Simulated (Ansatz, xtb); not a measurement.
**B2ClH5OSi: which of two structures lies lower**

We compare I, `BOB([SiH3])Cl`, a singlet, with II, a singlet given by its coordinates. Both are isolated molecules in the gas phase, relaxed with r2SCAN-D4/def2-SVP; the shapes shown needn't be the lowest conformers.

I (Å):

```xyz
10

B     1.2419   -0.1342   -1.8810
B     0.7994   -0.7746    0.6801
Cl    2.1647   -1.4022    1.6337
O     1.0218   -0.4562   -0.5961
Si   -1.0098   -0.5749    1.5749
H     1.0801   -0.9870   -2.7208
H     1.5856    0.9948   -2.1375
H    -2.0461   -0.0504    0.6325
H    -1.4588   -1.9019    2.0985
H    -0.8923    0.3627    2.7343
```

II (Å):

```xyz
10

B    -0.2931   -0.0617   -0.3169
B    -1.2785   -2.6099   -1.6931
Cl    0.3058   -1.6414   -1.6207
O    -2.2823   -2.1405   -0.9974
Si   -2.1976   -0.6769   -0.0268
H    -0.1204    0.9006   -1.0285
H     0.4860   -0.2101    0.5958
H    -3.3074    0.1695   -0.5574
H    -2.5992   -1.1290    1.3386
H    -1.2398   -3.5912   -2.3794
```

Close contacts (Å): B1–Cl3 2.13, B1–Si5 2.02, B2–Cl3 1.86, B2–O4 1.31, O4–Si5 1.76, B1–H6 1.21, B1–H7 1.21, B2–H10 1.20, Si5–H8 1.49, Si5–H9 1.49.

Energies in hartree; the thermal terms are from r2SCAN-D4/def2-SVP harmonic frequencies (ideal gas, rigid rotor, one conformer each, 298.15 K, 1 atm) and include the zero-point energy:

```
                              I           II
E, CCSD(T)/def2-SVP  −876.007314  −875.998490
    E, MP2/def2-SVP  −875.932393  −875.925190
  E, MP2/def2-TZVPP  −876.499040  −876.501653
  zero-point energy     0.055644     0.058085
       H(298 K) − E     0.064489     0.065589
       G(298 K) − E     0.022376     0.027255
```

Question: Correct the CCSD(T) difference for the basis set by the MP2 change, then work out ΔE, ΔE₀, ΔH and ΔG for I → II in kJ/mol (1 Eh = 2625.50 kJ/mol) and the equilibrium ratio [II]/[I].

Answer: 1. Differences II − I: CCSD(T) +0.008824, MP2 in the small set +0.007203, MP2 in the large set −0.002613 Eh.
2. ΔE = +0.008824 + (−0.002613 − (+0.007203)) = −0.000992 Eh = −2.60 kJ/mol.
3. ΔE₀ = ΔE + ΔZPE = −0.000992 + (+0.002441) Eh = +3.80 kJ/mol.
4. ΔH = ΔE + (+0.001100) Eh = +0.28 kJ/mol.
5. ΔG = ΔE + (+0.004879) Eh = +10.21 kJ/mol, so ΔS = (ΔH − ΔG)/T = −33.3 J/(mol K).
6. kT = 0.9442 mEh, so K = [II]/[I] = exp(−ΔG/kT) = exp(−4.12) ≈ 0.016.

The sums favour I, but ΔE leans on the basis-set step (CCSD(T) alone has the other sign or is under 1 kcal/mol), so the order isn't settled. An error of 4 kJ/mol in ΔG would change K by a factor of 5. The basis-set step is large, which makes the value less sure. Mirror images and further conformers aren't counted.

Other levels gave ΔE = −49.5 (GFN2-xTB); +70.8 (HF/STO-3G, GFN2-xTB geometries); +32.4 (r2SCAN-D4/def2-SVP//GFN2-xTB); +19.5 (r2SCAN-D4/def2-SVP); +51.1 (HF/def2-SVP); +18.9 (MP2/def2-SVP); +23.2 (CCSD(T)/def2-SVP) kJ/mol. The correlated steps freeze 13 core orbitals. Programs: Ansatz 0.2.0, xtb 6.7.1.

II is a five-membered ring in which chlorine bridges the two borons: it stays more tightly bound to the oxygen-bearing boron and donates a lone pair to the BH2 centre through a longer, weaker contact. Relative to open-chain I, a B–O and an Si–H link give way to an Si–O and a B–H link. I keeps oxygen π donation into two electron-poor borons, while II has it at only one, with the chlorine bridge probably making up much of the loss. Correlation favours the compact ring, as the fall from +51.1 to +18.9 kJ/mol between HF and MP2 in the same basis shows.

With the enthalpies almost equal, the computed free-energy preference for I is essentially entropic: ring closure turns soft torsions into stiffer modes. The higher zero-point energy of II fits this stiffening and the exchange of an Si–H for a stiffer B–H stretch. No barrier was computed, so the equilibrium ratio doesn't show whether the two forms would interconvert.
